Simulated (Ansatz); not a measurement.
## From the elastic tensor of Ru at 11 GPa (stress–strain coefficients) to moduli and sound speeds

These are results of DFT LDA, scalar-relativistic, plane waves, PAW (Ansatz), not measurements. Settings: 420 eV plane-wave cutoff, Γ-centred 18×18×10 mesh, Fermi-Dirac smearing of 0.15 eV. No spin polarisation.

It takes space group P6_3/mmc (No. 194, hexagonal). Conventional cell: a = 2.650 Å, b = 2.650 Å, c = 4.190 Å, α = 90.00°, β = 90.00°, γ = 120.00°. Ru (site symmetry -6m2) has 12 Ru at 2.59 to 2.65 Å as nearest neighbours.

In a metal, frequencies and elastic constants depend on the k mesh and the smearing, soft modes and shear constants most.

Relaxed-ion constants (GPa, on the Cartesian axes of the calculation):
```
732.2 253.2 238.2   0.0   0.0   0.0
253.2 732.2 238.2   0.0   0.0   0.0
238.1 238.1 819.0   0.0   0.0   0.0
  0.0   0.0   0.0 228.9   0.0   0.0
  0.0   0.0   0.0   0.0 228.9   0.0
  0.0   0.0   0.0   0.0   0.0 239.5
```

Density 13.176 g/cm³; 2 atoms in 25.48 Å³.

The values that follow are for a polycrystal of randomly turned grains, by Hill's mean where one number stands.

With S = C⁻¹: B_V = (C11+C22+C33+2(C12+C13+C23))/9, G_V = (C11+C22+C33−C12−C13−C23+3(C44+C55+C66))/15, 1/B_R = S11+S22+S33+2(S12+S13+S23), 15/G_R = 4(S11+S22+S33−S12−S13−S23)+3(S44+S55+S66); Hill is their mean. Then v_l = √((B+4G/3)/ρ), v_t = √(G/ρ), v_m = [(2/v_t³+1/v_l³)/3]^(−1/3) and Θ = (ħ/k_B)·v_m·(6π²n/V)^(1/3) for n atoms in the volume V; E = 9BG/(3B+G), ν = (3B−2G)/(2(3B+G)) and A^U = 5G_V/G_R + B_V/B_R − 6.

```
Bulk modulus, Voigt / Reuss / Hill          : 415.8 / 415.1 / 415.5 GPa
Shear modulus, Voigt / Reuss / Hill         : 243.0 / 241.7 / 242.4 GPa
Young's modulus                             : 609 GPa
Poisson ratio                               : 0.256
Pugh ratio B/G                              : 1.71
Universal anisotropy index                  : 0.03
Longitudinal and transverse sound speeds    : 7487 and 4289 m/s
Debye temperature from the mean sound speed : 607 K
```

Cost: 1 run of about 7.2 core-minutes, on Arm Neoverse V2 (shared hosts).

Ruthenium comes out very stiff against both compression and shear, with a bulk modulus of 415.5 GPa and a shear modulus of 242.4 GPa. The main reason is the partly filled 4d band: bonding states are largely occupied and most antibonding states remain empty, so the d electrons resist changes of bond angle as well as of volume. Compression adds to this by increasing d-orbital overlap. The c axis is stiffer than the basal plane (819.0 against 732.2 GPa), which fits an axial ratio below the ideal close-packed value and correspondingly shorter contacts between layers. The shear constants differ little, so the overall anisotropy stays small. The absolute moduli are probably too high, since LDA tends to overbind 4d metals and gives too small a volume at a given pressure. The Pugh ratio lies close to the customary ductile–brittle boundary and doesn't settle how the metal deforms plastically, which in a hexagonal crystal depends on the available slip systems and on twinning.
